# A gas that only changes its size: the scaling solution in three moments and in two atoms

An interacting quantum gas in a time-dependent trap normally has to be simulated. One family is exactly solvable. If the interaction energy scales as length$^{-2}$, as kinetic energy does, and the trap is harmonic and isotropic, the whole time dependence reduces to one scale factor $b(t)$. Two minimal models show this in closed form: a $3\times3$ linear system for a flat sodium condensate, and two impenetrable atoms on a line.

## The general statement

Take $N$ particles of mass $m$ in $d$ dimensions, in the potential $\tfrac12 m\omega^2(t)r^2$, with an interaction obeying $V(\lambda \mathbf r)=\lambda^{-2}V(\mathbf r)$. For $t\le 0$ the system is in an eigenstate $\Psi_0$ of energy $E_0$ at $\omega=\omega_0$. Then

$$\Psi(\{\mathbf r_j\},t)=b^{-Nd/2}\,\Psi_0(\{\mathbf r_j/b\})\exp\Big[\frac{i m\dot b}{2\hbar b}\sum_j r_j^2-\frac{iE_0\tau}{\hbar}\Big],$$

$$\ddot b+\omega^2(t)\,b=\frac{\omega_0^2}{b^3},\qquad \dot\tau=\frac1{b^2},\qquad b(0)=1,\ \dot b(0)=0,\ \tau(0)=0 .$$

The equation for $b$ is the Ermakov equation. The quadratic phase is a chirp, the same factor that a thin lens prints on a light field, and gives the velocity field $\mathbf v=(\dot b/b)\,\mathbf r$. For slow changes $\ddot b$ drops out and $b=\sqrt{\omega_0/\omega}$, the adiabatic result.

## The flat sodium condensate

A tight trap of frequency $\omega_z$ freezes the motion along $z$ into a Gaussian of length $\ell_z=\sqrt{\hbar/m\omega_z}$. At mean-field level all atoms share one in-plane wave function, normalised as $\int|\psi|^2d^2r=N$ with density $n=|\psi|^2$, which obeys the Gross–Pitaevskii (GP) equation

$$i\hbar\,\partial_t\psi=\Big[-\frac{\hbar^2\nabla^2}{2m}+\frac12 m\omega^2(t) r^2+g|\psi|^2\Big]\psi .$$

Averaging the three-dimensional coupling $4\pi\hbar^2a/m$ over the Gaussian gives $g=\hbar^2\tilde g/m$ with $\tilde g=\sqrt{8\pi}\,a/\ell_z$, where $a$ is the scattering length. The coupling $\tilde g$ is a pure number, so the interaction sets no length. That is scale invariance.

**Proof by substitution.** Let $\psi_0$ be the stationary solution at $\omega_0$ with chemical potential $\mu$. Put $\boldsymbol\rho=\mathbf r/b$ and $\psi=b^{-1}\psi_0(\boldsymbol\rho)\,e^{i\theta}$ with $\theta=m\dot b r^2/2\hbar b-\mu\tau/\hbar$. Dropping the common factor $e^{i\theta}/b$,

$$i\hbar\partial_t\psi\to -i\hbar\frac{\dot b}{b}(1+\boldsymbol\rho\cdot\nabla_\rho)\psi_0-\frac m2\Big(\frac{\ddot b}{b}-\frac{\dot b^2}{b^2}\Big)r^2\psi_0+\frac{\mu}{b^2}\psi_0,$$

$$-\frac{\hbar^2\nabla^2\psi}{2m}\to-\frac{\hbar^2\nabla_\rho^2\psi_0}{2mb^2}-i\hbar\frac{\dot b}{b}(1+\boldsymbol\rho\cdot\nabla_\rho)\psi_0+\frac m2\frac{\dot b^2}{b^2}r^2\psi_0 .$$

The imaginary terms and the $\dot b^2$ terms cancel. The interaction contributes $g|\psi_0|^2\psi_0/b^2$. Multiplying by $b^2$ leaves

$$\mu\psi_0=\Big[-\frac{\hbar^2\nabla_\rho^2}{2m}+\frac m2\,b^3(\ddot b+\omega^2 b)\,\rho^2+g|\psi_0|^2\Big]\psi_0,$$

which is the stationary equation exactly when $b^3(\ddot b+\omega^2b)=\omega_0^2$. The same algebra with all $Nd$ coordinates proves the general statement, with $E_0$ in place of $\mu$.

**Inputs.** Typical values for $^{23}$Na are $m=22.99$ u and $a\approx2.8$ nm. Assumed trap settings are $\omega_0/2\pi=20$ Hz, $\omega_z/2\pi=2.0$ kHz and $N=2\times10^4$. All numbers below are the model's. They give $\ell_z=0.469$ µm, $\ell=\sqrt{\hbar/m\omega_0}=4.69$ µm and $\tilde g=0.0299$.

For the initial profile we use the Thomas–Fermi (TF) form, which drops the kinetic term: $n=n_0(1-r^2/R^2)$ with $\mu=gn_0=\tfrac12m\omega_0^2R^2$ and $N=\pi R^2n_0/2$. Hence $\mu=\hbar\omega_0\sqrt{\tilde gN/\pi}=13.8\,\hbar\omega_0$, that is $h\times276$ Hz or $k_B\times13.3$ nK, with $R=24.6$ µm and $n_0=21.0$ µm$^{-2}$. The neglected kinetic energy has relative size $(\hbar\omega_0/\mu)^2=0.005$, up to a logarithm. This approximation touches $\psi_0$ only and leaves $b(t)$ exact. Since $\mu/\hbar\omega_z=0.138$, the gas is two-dimensional to a fair approximation.

## Model 1: three moments

Define averages per atom: $A=\langle r^2\rangle$, $J=\tfrac12\langle\mathbf r\cdot\mathbf p+\mathbf p\cdot\mathbf r\rangle$ and $U=E_{\rm kin}+E_{\rm int}$, with $E_{\rm int}=(g/2N)\int n^2d^2r$. Three steps give their motion.

1. The continuity equation gives $\dot A=2J/m$.
2. The virial theorem gives $\dot J=2E_{\rm kin}-\langle\mathbf r\cdot\nabla(gn)\rangle-m\omega^2A$. Integration by parts turns the middle term into $+d\,E_{\rm int}$. For $d=2$ it joins the kinetic term as $2U$.
3. The energy $U+\tfrac12m\omega^2A$ changes only through $\omega(t)$, so $\dot U=-\tfrac12m\omega^2\dot A=-\omega^2J$.

$$\frac{d}{dt}\begin{pmatrix}A\\J\\U\end{pmatrix}=\begin{pmatrix}0&2/m&0\\-m\omega^2&0&2\\0&-\omega^2&0\end{pmatrix}\begin{pmatrix}A\\J\\U\end{pmatrix}.$$

This state-space system is exact for the nonlinear GP equation, for any state, and $g$ does not appear in it. At constant $\omega$ the characteristic polynomial is $\lambda^3+4\omega^2\lambda$. The poles are $0$ and $\pm2i\omega$, as for a lossless LC tank. The mean square size therefore oscillates at $2\omega$ without damping at any amplitude, the result that Pitaevskii and Rosch (1997) traced to a hidden symmetry.

The Ermakov equation follows from the same system. The combination $C=2mAU-J^2$ is conserved for any $\omega(t)$, because $2m\,d(AU)/dt=4JU-2m\omega^2AJ=d(J^2)/dt$. A stationary start has $J=0$ and $2U_0=m\omega_0^2A_0$, so $C=m^2\omega_0^2A_0^2$. Writing $A=A_0b^2$ gives $J=mA_0b\dot b$ and $U=\tfrac12mA_0(\dot b^2+\omega_0^2/b^2)$. The second row then reads $\ddot b+\omega^2b=\omega_0^2/b^3$, as in the general statement.

Step 2 also shows what fails elsewhere. An interaction scaling as length$^{-s}$ contributes $sE_{\rm int}$, and the system closes only for $s=2$. A contact interaction has $s=d$. Electrons with Coulomb repulsion in a parabolic quantum dot have $s=1$ and fall outside the family.

**Trap quench.** For a sudden change $\omega_0\to\omega_1$,

$$b^2=\cos^2\omega_1t+\frac{\omega_0^2}{\omega_1^2}\sin^2\omega_1t .$$

This is a constant plus a pure $\cos2\omega_1t$. With an assumed $\omega_1/2\pi=10$ Hz the cloud breathes at 20 Hz, with a period of 50 ms. At 25 ms $b=2$, the radius is 49.3 µm and the central density 5.2 µm$^{-2}$. Over one period $\tau=\pi/\omega_0=25$ ms whatever $\omega_1$ is, and $\psi$ returns to $\psi_0$ with the phase lag $\pi\mu/\hbar\omega_0=43.4$ rad.

## Release: the momentum distribution copies the density

Switch off the in-plane trap and keep $\omega_z$ on, since otherwise $g$ collapses and the invariance is lost. Then $b=\sqrt{1+\omega_0^2t^2}$, $b\dot b=\omega_0^2t$ and $\dot b\to\omega_0$. With $\tilde\psi(\mathbf k)=(2\pi)^{-1}\int\psi\,e^{-i\mathbf k\cdot\mathbf r}d^2r$, complete the square in the phase:

$$|\tilde\psi(\mathbf k,t)|=\frac{b}{2\pi}\Big|\int d^2\rho\;\psi_0(\boldsymbol\rho)\,e^{\,i m b\dot b\,(\boldsymbol\rho-\boldsymbol\rho_*)^2/2\hbar}\Big|,\qquad \boldsymbol\rho_*=\frac{\hbar\mathbf k}{m\dot b}.$$

The kernel is the free-particle propagator for the time $t_*=1/(b\dot b)$, whose prefactor has modulus $m/2\pi\hbar t_*$. So, exactly,

$$|\tilde\psi(\mathbf k,t)|^2=\Big(\frac{\hbar}{m\dot b}\Big)^2\big|\psi_0^{\rm free}(\boldsymbol\rho_*,t_*)\big|^2\;\xrightarrow{\;t\to\infty\;}\;\ell^4\,n(\ell^2\mathbf k,\,t=0),$$

where $\psi_0^{\rm free}$ is $\psi_0$ evolved with neither trap nor interaction. This is a Fresnel integral, with $t_*=1/\omega_0^2t$ playing the part of a defocus that shrinks to zero. The copy is a long-time limit, reached for $t\gg1/\omega_0=7.96$ ms.

For the model cloud at $t=40$ ms, $b=5.13$, the radius is 126 µm and $t_*=1.58$ ms. The momentum distribution grows from a peak of width about $1/R=0.041$ µm$^{-1}$ into an inverted parabola with edge $k_{\max}=R/\ell^2=1.12$ µm$^{-1}$, an edge velocity of $\omega_0R=3.10$ mm/s. The flow term $\tfrac12mA_0\dot b^2$ of $U$ tends to $\mu/3=k_B\times4.4$ nK per atom, since $A_0=R^2/3$. This is the initial interaction energy, and the fraction $\dot b^2/\omega_0^2=0.96$ of it has been converted at 40 ms.

## Model 2: two impenetrable bosons

On a line a contact interaction has $s=1$, so only zero and infinite strength are scale invariant. Infinite strength lies outside mean-field theory, but two atoms can be solved exactly. Use units $\ell$, $1/\omega_0$ and $\hbar\omega_0$. The wave function must vanish at $x_1=x_2$. Following Girardeau (1960), it is the modulus of the determinant of the two lowest oscillator orbitals $\phi_0,\phi_1$:

$$\Psi_0=\pi^{-1/2}|x_1-x_2|\,e^{-(x_1^2+x_2^2)/2},\qquad E_0=2,$$

$$n(x)=\phi_0^2+\phi_1^2=\pi^{-1/2}(1+2x^2)\,e^{-x^2}.$$

Release along the line, with the transverse guide kept on. The scaling form is

$$\Psi=\frac{|x_1-x_2|}{\sqrt\pi\,b^2}\,e^{-\alpha(x_1^2+x_2^2)/2-2i\arctan t},\qquad \alpha=\frac{1-it}{1+t^2},\qquad|\alpha|^2={\rm Re}\,\alpha=\frac1{b^2}.$$

It solves the free Schrödinger equation on each side of the node. With $X,x=(x_1\pm x_2)/\sqrt2$ and conjugate momenta $K,q$ it factorises. The centre of mass moves freely and keeps the distribution $\pi^{-1/2}e^{-K^2}$. For the relative motion, $\int|x|e^{-\alpha x^2/2}\cos qx\,dx=(2/\alpha)\,{}_1F_1(1;\tfrac12;-q^2/2\alpha)$ gives the normalised distribution

$$P(q,t)=\frac{4}{\pi^{3/2}b}\,\Big|{}_1F_1\Big(1;\tfrac12;-\frac{q^2}{2\alpha}\Big)\Big|^2 .$$

The bosonic peak $P(0,t)=4/\pi^{3/2}b$ drains to zero, the value of the fermionic form $|\phi_1(q)|^2$. The tail $4/(\pi^{3/2}b^3q^4)$, which comes from the cusp, fades as $b^{-3}$.

The one-particle distribution $n(k)$, normalised to 2, follows by integrating over the other momentum. At $k=0$ one has $K=-q$, so $n(0,t)=2\sqrt{2/\pi}\int e^{-q^2}P\,dq$. In position space this is a Gaussian average of $|x||y|$ with precision matrix of determinant $2/b^2$ and correlation coefficient $\sin\chi$, $\tan\chi=b/2\sqrt2$. The result is

$$n(0,t)=\frac{2}{\pi^{3/2}}\Big[\frac{2\sqrt2}{b}+\arctan\frac{b}{2\sqrt2}\Big]\;\longrightarrow\;\frac1{\sqrt\pi}.$$

| $\omega_0t$ | $t$ (ms) at 20 Hz | $b$ | $P(0)/\ell$ | $n(0)/\ell$ |
|---|---|---|---|---|
| 0 | 0 | 1 | 0.718 | 1.138 |
| 1 | 7.96 | 1.414 | 0.508 | 0.885 |
| 3 | 23.9 | 3.162 | 0.227 | 0.623 |
| 10 | 79.6 | 10.05 | 0.071 | 0.567 |
| $\infty$ | $\infty$ | $\infty$ | 0 | 0.564 |

The limit equals the initial density at $x=0$, as the general statement requires. The excess over the limit falls as $32\sqrt2/(3\pi^{3/2}b^3)$. The name dynamical fermionisation (Minguzzi and Gangardt, 2005) rests on three facts. Momentum copies the initial density. That density is the density of free fermions. Oscillator orbitals are their own Fourier transforms up to a phase, so free fermions from this trap have the same distribution in $k$. The kinetic energy stays at $\hbar\omega_0$ throughout, because a hard core stores no interaction energy. Collisions only reshape the distribution.

The table belongs to the ideal model. In a guide with an assumed $\omega_\perp/2\pi=50$ kHz, the approximate coupling $g_{1D}\approx2\hbar\omega_\perp a$ is $3.0\,\hbar\omega_0\ell$ for the sodium inputs. The pair energy is then $(1+\nu)\hbar\omega_0$, where matching the slope at the contact gives $\nu\,\Gamma(\tfrac{1-\nu}{2})/\Gamma(1-\tfrac\nu2)=g_{1D}/\sqrt2\hbar\omega_0\ell$. The root gives $1.60\,\hbar\omega_0$, well short of the hard-core value 2. Such a pair needs a much larger $a$ or a much weaker axial trap before the table applies.

## What breaks the invariance in the flat gas

For small breathing amplitude, a weak extra term can be treated with the energy per atom $E(b)$ of the scaled state. The inertia of the mode is $mA_0=2V_0/\omega_0^2$, with trap energy $V_0=\mu/3$, so $\Omega^2=\omega_0^2E''(1)/2V_0$ subject to $E'(1)=0$. This is right to first order because the unperturbed mode is pure scaling. For a three-dimensional TF gas, $E=V_0b^2+E_2b^{-3}$ gives $\Omega=\sqrt5\,\omega_0$.

**Finite $\omega_z$.** The interaction admixes even axial levels $2j$, with squared overlap $\binom{2j}{j}16^{-j}$ relative to the ground level. Second-order theory adds $-Sg^2n^3/\hbar\omega_z$ per area, with $S=\sum_{j\ge1}\binom{2j}{j}16^{-j}/2j=\ln[4(2-\sqrt3)]=0.0693$. Per atom this is $E_3=-S\mu^2/2\hbar\omega_z$, scaling as $b^{-4}$. Then $\Omega^2=4\omega_0^2(1+E_3/V_0)$ and $\delta\Omega/\Omega=-\tfrac34S\mu/\hbar\omega_z=-7.2\times10^{-3}$.

**Quantum anomaly.** Beyond mean field a two-dimensional contact interaction must be regularised, and the coupling runs as $d\tilde g/d\ln n=\tilde g^2/4\pi$, a standard scattering result adopted here without proof. The interaction energy becomes $E_2b^{-2}(1-2\eta\ln b)$ with $\eta=\tilde g/4\pi$, and $\delta\Omega/\Omega=\eta/4=\tilde g/16\pi=6.0\times10^{-4}$.

Together they move the model's small-amplitude breathing line, at $2\omega_0/2\pi=40$ Hz, by about $-0.7$ per cent, with the third dimension dominating. Trap anharmonicity, in-plane anisotropy and atom loss are absent from the model, and in a real cloud they make the damping finite.